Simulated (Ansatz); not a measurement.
TiAl: energy along a strain

TiAl, P4/mmm, a = 2.837 Å, c = 4.059 Å (as given, not relaxed at this level: -3.9 GPa). The structure is a COD entry; whether it is the stable form wasn't checked. Ansatz: PBEsol, PAW, 420 eV, Γ-centred 16×16×12 mesh on 2 atoms, Gaussian smearing 0.15 eV; no spin polarisation. Cell vectors (Å): 2.837 0.000 0.000; 0.000 2.837 0.000; 0.000 0.000 4.059. The cell is strained by x per cent times the pattern (1 -1 0 0 0 0) in the order xx yy zz yz xz xy (engineering shears), with fractional coordinates held. y is the free energy over the start, V0 = 16.338 Å³/atom. Symmetry makes y even in x. Points with a strain past 8.5 % were computed too (2) and aren't used here.

| x (%) | y (meV/atom) |
| --- | --- |
| -5.00 | 32.18 |
| 0.00 | 0.00 |
| 1.25 | ? |
| 2.50 | 8.03 |
| 3.75 | 18.07 |
| 6.25 | 50.54 |
| 7.50 | 73.56 |

**Question.** Fit y = c2 x² + c4 x⁴ to the other rows, get the stiffness along the pattern, and predict the missing energy.

**Answer.** Least squares on the rows shown. y = 1.2712 x² + 0.00063731 x⁴. The clamped-ion stiffness p·C·p = 2 × 12.71 eV × 160.2 / 16.338 Å³ = 249 GPa (second derivative at the start, which stands under stress). At x = 1.25 the fit asked for gives 1.99 meV/atom. The run gave 2.01 meV/atom, so the fit is 0.02 meV/atom too low, within the rms miss on the fitted rows (0.06 meV/atom).

The energy rises almost quadratically, with a small positive quartic term, so the lattice resists this in-plane orthorhombic distortion and stiffens slightly at larger amplitude. The strain stretches the like-atom contacts along one in-plane axis and compresses those along the other, while the Ti–Al nearest-neighbour distances stay unchanged to first order. The resistance therefore probably comes from Ti–Ti and Al–Al contacts within the layers and from bending of directional Ti d–Al p bonds. The fourfold axis cancels the cubic terms, and the steeper repulsion on the compressed side plausibly leaves the positive quartic remainder.

Both atoms remain on inversion centres under this strain, so holding the fractional coordinates omits no internal relaxation, and the 249 GPa is also the relaxed-ion value for this pattern. In the conventional face-centred tetragonal axes the mode is a basal shear. The predicted point lies where the quartic term is negligible, so its agreement tests the harmonic curvature, not the anharmonicity.
